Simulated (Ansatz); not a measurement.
**MnGa4: sound and stiffness along [100], [110] and [111]**

Level of theory: DFT PBEsol, scalar-relativistic, plane waves, PAW (Ansatz 0.2.0). Plane waves to 420 eV; Γ-centred k mesh 10×10×10; Gaussian smearing of 0.20 eV. Collinear spin, site moments 0.5, 0.0, 0.0, 0.0, 0.0 μB.

The cell, relaxed at this level:
```cif
data_structure
_symmetry_space_group_name_H-M 'P 1'
_symmetry_Int_Tables_number 1
_cell_length_a 4.7718
_cell_length_b 4.7718
_cell_length_c 4.7718
_cell_angle_alpha 109.471
_cell_angle_beta 109.471
_cell_angle_gamma 109.471
_cell_volume 83.64
loop_
_atom_site_label
_atom_site_type_symbol
_atom_site_fract_x
_atom_site_fract_y
_atom_site_fract_z
_atom_site_occupancy
Mn1 Mn 0.00000 0.00000 0.00000 1
Ga1 Ga 0.00000 0.00000 0.50000 1
Ga2 Ga 0.00000 0.50000 0.00000 1
Ga3 Ga 0.50000 0.00000 0.00000 1
Ga4 Ga 0.50000 0.50000 0.50000 1
```

In a metal, frequencies and elastic constants depend on the k mesh and the smearing, soft modes and shear constants most.

With ions relaxed, on the cubic axes: C11 = 185.9, C12 = 63.7, C44 = 75.5 GPa. The density is 6.628 g/cm³.

**Question.** Is the crystal stable against strain, and how anisotropic is it?

**Answer.** Born's conditions hold: C11 + 2C12 = 313.2, C11 − C12 = 122.2 and C44 = 75.5 GPa are all positive. B = (C11 + 2C12)/3 = 104.4 GPa. The two shear moduli are C44 and C′ = (C11 − C12)/2 = 61.1 GPa, so Zener's ratio is A = C44/C′ = 1.23: the tetragonal shear C′ is the soft one, as in many fcc and bcc metals and zincblende crystals. The Cauchy pressure C12 − C44 is -11.8 GPa; it would vanish for pair forces between atoms on inversion centres at zero pressure, and a negative value is usual with directional bonding, though many-body forces give one in some ionic oxides too.

**Question.** Give the sound speeds along the three symmetry directions.

**Answer.** The Christoffel equation gives ρv² for each branch:
```
direction branch                    ρv²    GPa v (m/s)
    [100]              L                    C11  185.9     5296
    [100]         T (×2) C44   75.5     3374
    [110]              L   (C11 + C12 + 2C44)/2  200.2     5496
    [110]   T, u ∥ [001]                    C44   75.5     3374
    [110]  T, u ∥ [1-10]          (C11 − C12)/2   61.1     3036
    [111]              L  (C11 + 2C12 + 4C44)/3  205.0     5562
    [111]         T (×2) (C11 − C12 + C44)/3   65.9     3153
```

**Question.** How does Young's modulus depend on direction?

**Answer.** Inverting gives S11 = 6.520, S12 = -1.664, S44 = 13.254 TPa⁻¹. Along a unit vector (l, m, n), 1/E = S11 − 2(S11 − S12 − S44/2)(l²m² + m²n² + n²l²), where the last bracket is 0, 1/4 and 1/3 for [100], [110] and [111]: E = 153, 174 and 182 GPa. With A > 1 the body diagonal is stiffest. For a film on (001), the biaxial modulus is C11 + C12 − 2C12²/C11 = 206 GPa and the normal strain is −2C12/C11 = -0.69 times the in-plane one.

Cost: 2 runs of about 20 core-minutes in all, on Arm Neoverse V2 (shared hosts).

The modest anisotropy, with A = 1.23, follows from the geometry of the lattice. Gallium forms a simple cubic network with manganese centring a quarter of its cubes, so the Ga–Ga contacts run along the cube axes and the Mn–Ga bonds along the body diagonals. Central forces along the axes resist the tetragonal shear but hardly C44, whereas those along the diagonals do the reverse. Neither shear is therefore left without support, and the stiffest direction, with E = 182 GPa, is that of the Mn–Ga bonds.

Every atom sits on an inversion centre, so the negative Cauchy pressure cannot come from internal displacements under strain. It probably reflects angular forces from Mn 3d–Ga 4p hybridisation, outweighing the positive contribution usual for a nearly free electron gas. That is compatible with metallic conduction and doesn't by itself imply brittleness.

With a single manganese atom in the cell, only parallel alignment of the Mn moments is possible, so the elastic effect of antiferromagnetic order remains untested.
